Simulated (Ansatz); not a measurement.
## Abstraction of Cl: C2H5AlCl2 + CH7Si2 → C2H5AlCl + CH7ClSi2

Species: C2H5AlCl2 (ethylaluminum dichloride) `C[CH2][Al]([Cl])[Cl]`, singlet; CH7Si2 `[SiH2]C[SiH3]`, doublet; C2H5AlCl `C[CH2][Al][Cl]`, doublet; CH7ClSi2 `[SiH3]C[SiH2]Cl`, singlet. A radical takes Cl: the energy is the difference in strength between the Al–Cl bond broken and the Si–Cl bond made.

Shapes, held fixed at every level: PBE0-D4/def2-TZVP. Flexible molecules stand in one conformer, not always the lowest. Programs: Ansatz 0.2.0. Electronic energies: no zero-point or thermal term.

```tsv
level	kind	ΔE (kJ/mol)	less CCSD(T)/CBS estimate	CPU time (sum over the molecules)
MP2/def2-TZVPP	perturbation theory	+26.2	-0.5	–
B3LYP-D4/def2-TZVPP	global hybrid	+23.4	-3.3	87 s
BHLYP-D4/def2-TZVPP	global hybrid	+26.4	-0.3	72 s
PBE0-D4/def2-TZVPP	global hybrid	+22.4	-4.3	63 s
B2PLYP/def2-TZVPP	double hybrid	+26.2	-0.5	95 s
CCSD(T)/def2-SVP	coupled cluster or CI	+44.4	+17.7	61 s
CCSD(T)/def2-TZVPP	coupled cluster or CI	+29.0	+2.3	25 min
CCSD(T)/CBS estimate	coupled cluster or CI	+26.7	0.0	30 min
```

The highest level, CCSD(T)/CBS estimate, gives ΔE = +26.7 kJ/mol; the levels span +22.4 to +44.4. The column of differences is taken from that level and isn't an error. No measured value is set beside it here. Open shells run unrestricted. The CBS estimate extrapolates MP2 from def2-TZVPP and def2-QZVPP and adds CCSD(T) − MP2 in the triple-zeta set, cores frozen. Times are processor times on shared x86 and Arm servers, and rough.

Chlorine transfer from aluminium to the silyl radical is uphill at every level, so the Al–Cl bond broken is stronger than the Si–Cl bond made. Both bonds are strong and polar, which keeps the difference modest. Aluminium is the more electropositive partner, and its formally empty 3p orbital can accept chlorine lone-pair density; together these probably tip the balance towards Al–Cl.

The largest shift comes from the basis set: CCSD(T) falls from +44.4 to +29.0 kJ/mol between def2-SVP and def2-TZVPP. The small set therefore underbinds Si–Cl relative to Al–Cl, probably because it describes polarisation and correlation unevenly in the two bonds. The close match of MP2/def2-TZVPP to the highest level is partly a cancellation, since in the same basis MP2 lies below CCSD(T), while enlarging the basis lowers the energy further. The hybrids agree on the direction, but their small spread doesn't establish a general ranking. Ethylaluminium dichloride normally associates through chlorine bridges, so the monomer result doesn't carry over directly to the condensed phase.
